One electron, eight answers: the electron affinity of Li3S+ across density functionals

The naive picture

Adding one electron to a closed-shell ion of four light atoms looks like an easy problem, on which modern density functionals should agree to a few hundredths of an eV. If they differ, the simple guess is that a single knob, the share of exact exchange, puts them in order. The first idea fails clearly and the second fails in part. The affinity is about 3.5 eV, the eight functionals spread over about 0.5 eV, a quarter of exact exchange is worth roughly 0.1 eV, and functionals with no exact exchange at all differ among themselves by about 0.2 eV.

Vertical electron affinity of Li3S+ (charge +1 e, singlet; doublet after gaining one electron) from density functional theory in the def2-TZVP basis with Ansatz 0.2.0, all at the B3LYP-D4/def2-TZVP geometry of the cation's listed atoms, held fixed. The GFN1-xTB runs cited in the text use tblite 0.8.0 at 300 K electronic temperature, without spin polarisation.

```
          result level  result electron affinity (eV)
      PBE-D4/def2-TZVP                          3.774
   r2SCAN-D4/def2-TZVP                          3.554
      B97M-V/def2-TZVP                          3.675
  r2SCANh-D4/def2-TZVP                          3.527
     PBE0-D4/def2-TZVP                          3.609
  r2SCAN0-D4/def2-TZVP                          3.491
CAM-B3LYP-D4/def2-TZVP                          3.500
     LC-wPBE/def2-TZVP                          3.261
```

What the number is

The column result level names the functional, its dispersion correction where it has one (D4, or the nonlocal term marked V) and the basis. The column result electron affinity, EA below, is the energy of the species minus the energy with one more electron at unchanged nuclei. The species is the singlet cation with 24 electrons, so the product is the neutral doublet and no anion is involved:

EA = E(Li3S+) − E(Li3S)

The same number is the vertical ionisation energy of neutral Li3S at this geometry. All rows share one planar structure, with S in the centre, Li–S bonds of about 2.16 Å and Li···Li distances of about 3.75 Å. Relaxation, zero-point motion, temperature and spin-orbit coupling are left out of every row alike, so the differences between rows come from the electronic treatment in the common basis.

How the failure is recognised

PBE gives the highest value, 3.774 eV, and LC-wPBE the lowest, 3.261 eV. The spread of 0.513 eV is 14.5 % of the median of the eight rows. Whatever the exact value is, it lies at least half the spread away from one of the two extremes, so one of them is wrong by about a quarter of an eV or more. This statement needs no reference, and it does not say which end is wrong.

The shape of the spread carries more information than its size. LC-wPBE stands 0.230 eV below its nearest neighbour, while the other seven rows fit within 0.283 eV. The median of 3.54 eV is not a best estimate, because approximations that share an ingredient can share its error. A cluster of values shows kinship among methods, and accuracy is a separate matter.

One qualitative result survives the choice of functional. Every row lies below the ionisation energy of the Li atom, roughly 5.4 eV, and of Cs, roughly 3.9 eV (both rough recalled values). The comparison with Li is safe by a wide margin. The margin against Cs shrinks to about 0.1 eV for PBE, which is well inside the disagreement among the functionals.

Where the electron goes

The cause depends on the orbital that is filled. GFN1-xTB runs at the same geometry show each Li gaining 0.352 electron, while the charge on S changes by only 0.056. Formally the cation is S²⁻ with a full shell and three Li⁺, so the added electron has to go outside, onto the lithium atoms, about a third on each. These are tight-binding charges without spin polarisation, which support the picture for the density functionals and do not prove it.

The level that is filled can be identified with Janak's theorem, which says that the slope of the energy with respect to an occupation n is the orbital energy ε(n). Integrating from the empty to the singly filled level with the trapezoid rule gives

EA = −∫ ε(n) dn ≈ −[ε(0) + ε(1)]/2

For the level just above the gap, the mean over cation and neutral is 9.27 eV, against a total-energy difference of 9.25 eV, whereas the level below the gap gives 13.1 eV. The match points to the upper level. The raw xTB affinity itself lies 5.7 eV above the median of the table, which reflects the known shift of xTB ion energies, and it must not be set beside the functionals as a further rung.

Why a shared electron is hard

The following is argued from theory. An electron does not repel itself, and in Hartree–Fock theory the exchange term cancels the Coulomb self-repulsion of each orbital exactly. A semilocal functional cancels it only approximately. For an isolated centre holding a fraction n of an extra electron, the exact energy runs in a straight line between the integers, while the semilocal energy sags below that line, to a fair approximation as

E(n) = straight line − c·n(1 − n), with c > 0

Three well-separated centres with n = 1/3 each then gain a spurious energy of 3·c·(1/3)·(2/3) = 2c/3. In the formal picture the cation has three empty Li⁺ centres and carries none of this gain, so the neutral is lowered against the cation and EA comes out too high, which is the delocalisation error. The GFN1 charges do not confirm this step: each Li carries nearly half a positive charge in the cation and only about a tenth in the neutral, so by these populations the cation is the one farther from whole numbers. They include the sharing of electrons in the Li–S bonds and are no occupations of isolated centres, so they cannot be put into the formula, but they leave the argument resting on the formal picture. Hartree–Fock theory has no such sag: for one electron outside closed shells its energy is nearly straight, and in many-electron cases it bends the other way. Exact exchange therefore reduces c and lowers EA. The Li centres here overlap and are bonded to S, so the argument suggests a sign and gives no size.

The table agrees with that sign inside each family. EA falls from PBE to PBE0 by 0.165 eV and on to LC-wPBE by another 0.348 eV, and it falls in the order r2SCAN, r2SCANh, r2SCAN0. The large step to LC-wPBE suits an electron spread over centres several ångström apart, since this functional uses full exact exchange at long range. The agreement is no proof of delocalisation, since self-interaction of an electron on a single centre could also make EA fall as exact exchange is added, and a table with one species cannot separate the two. The ionisation energy of a lone Li atom, computed with the same functionals and basis, is the test that would.

One estimate worked in full

A global hybrid replaces a fraction a of semilocal exchange Ex(sl) by exact exchange Ex(HF). At fixed orbitals each total energy is

E(a) = E(0) + a·[Ex(HF) − Ex(sl)]

and EA, a difference of two such energies, is linear in a as well. With the standard fractions, r2SCANh has a = 0.10 and r2SCAN0 has a = 0.25, so r2SCANh lies 0.4 of the way along. Nothing is fitted, and the r2SCANh row is not used in its own estimate:

EA(r2SCANh) ≈ 0.6 × 3.554 + 0.4 × 3.491 = 3.529 eV

The table has 3.527 eV, about 0.002 eV below the estimate, where rounding alone allows 0.001 eV. A deviation of this size deserves no cause. Linearity is largely built into the hybrid form, so the agreement tests neither accuracy nor mechanism. It is consistent with three rows that describe the same pair of states with little change of orbitals.

Where the single knob fails

A line exists within a family, and its slope is no universal constant. Between a = 0 and 0.25, PBE loses 6.6 meV per percent of exact exchange and r2SCAN only 2.5 meV, a ratio of about 2.6. By the equation above, and apart from orbital relaxation and the change of D4 parameters, the slope measures how much more the semilocal exchange favours the neutral than exact exchange does. For this electron r2SCAN exchange is therefore nearer to exact exchange than PBE exchange is. That the kinetic-energy density lets r2SCAN recognise a region held by a single orbital is a plausible reason, and it remains a guess.

Across families the order breaks. Of 24 pairs of rows that differ in long-range exact exchange, 3 run the wrong way. PBE0 lies above r2SCAN by 0.055 eV and above r2SCANh by 0.082 eV, although it has more exact exchange than either. The third pair, CAM-B3LYP and r2SCAN0, is so close that its order means little, but the near tie is itself telling, since CAM-B3LYP has far more long-range exact exchange and still ends at the same value.

The rest of the functional matters as much as the knob. PBE, B97M-V and r2SCAN contain no exact exchange and span 0.220 eV, from PBE down to r2SCAN. If this gap came from semilocal exchange alone, the hybrids with a = 0.25 would keep three quarters of it, 0.165 eV, yet PBE0 and r2SCAN0 differ by 0.118 eV. With common orbitals this implies that the exchange gap is larger than the total gap and that correlation, together with dispersion, offsets part of it. A small difference between two functionals can thus hide larger parts of opposite sign.

The limits bite hardest at the low end

The formal argument suggests that semilocal rows err on the high side, which does not make the lowest row right. Full long-range exact exchange can overshoot in many-electron cases, but for one electron outside closed shells Hartree–Fock theory is nearly straight, so standing apart is no ground for discarding this row either. LC-wPBE is also the only row with no dispersion correction, so its distance from PBE mixes the change of exchange with the charge-dependent D4 term, which at fixed nuclei changes only through the atomic charges; its share is not separated here but should be small against the gap.

Two untested possibilities bear on the same row and on the absolute values. The def2-TZVP basis has no added diffuse functions, and confining an outer electron on lithium would raise the neutral and lower EA, perhaps unequally among functionals. An unrestricted doublet may also settle in a state that is not the lowest, or localise on fewer Li atoms when exact exchange is strong. The linear run speaks against a change of state in the r2SCAN family only, and says nothing for the two range-separated rows. The differences, slopes and counts quoted here are listed in the output that follows.

Output of the analysis:

```
functional, exact exchange short/long range, EA (eV), EA minus median (eV)
  PBE        0.00/0.00  3.774  +0.234
  B97M-V     0.00/0.00  3.675  +0.135
  PBE0       0.25/0.25  3.609  +0.069
  r2SCAN     0.00/0.00  3.554  +0.014
  r2SCANh    0.10/0.10  3.527  -0.013
  CAM-B3LYP  0.19/0.65  3.500  -0.040
  r2SCAN0    0.25/0.25  3.491  -0.049
  LC-wPBE    0.00/1.00  3.261  -0.279
median 3.540 eV; spread 0.513 eV (14.5% of median); half spread 0.256 eV
spread without LC-wPBE 0.283 eV; gap LC-wPBE to next row 0.230 eV
spread of semilocal rows 0.220 eV (43% of total)
rounding of a difference of two rows: up to 0.001 eV
PBE -> PBE0: -0.165 eV, slope -6.6 meV per % exact exchange
r2SCAN -> r2SCANh: -0.027 eV, slope -2.7 meV per % exact exchange
r2SCANh -> r2SCAN0: -0.036 eV, slope -2.4 meV per % exact exchange
r2SCAN -> r2SCAN0: -0.063 eV, slope -2.5 meV per % exact exchange
slope ratio PBE family / r2SCAN family (0 to 25%): 2.62
PBE -> LC-wPBE: -0.513 eV
PBE0 -> LC-wPBE: -0.348 eV
PBE -> r2SCAN: -0.220 eV
PBE0 -> r2SCAN0: -0.118 eV
PBE -> B97M-V: -0.099 eV
CAM-B3LYP -> LC-wPBE: -0.239 eV
linear estimate r2SCANh 3.5288 eV, table 3.527, residual -0.0018 (rounding 0.0010)
pairs with more long-range exact exchange but higher EA: 3 of 24
  PBE0 above r2SCAN by 0.055 eV
  PBE0 above r2SCANh by 0.082 eV
  CAM-B3LYP above r2SCAN0 by 0.009 eV
Li-S (A): 2.16, 2.17, 2.16; Li-Li (A): 3.75, 3.74, 3.75
Li-S-Li angles (deg): 120.1, 119.9, 120.1; sum 360.0
GFN1 charge change Li, Li, Li, S (e): -0.352, -0.352, -0.352, +0.056; Li total -1.056
GFN1 raw energy difference 9.255 eV, 5.71 eV above the DFT median
GFN1 upper level: mean of cation and neutral 9.271 eV, shift 4.39 eV
GFN1 lower level: mean 13.132 eV, shift 4.58 eV
highest row below rough recalled Li 5.4 by 1.6 eV, Cs 3.9 by 0.1 eV
```
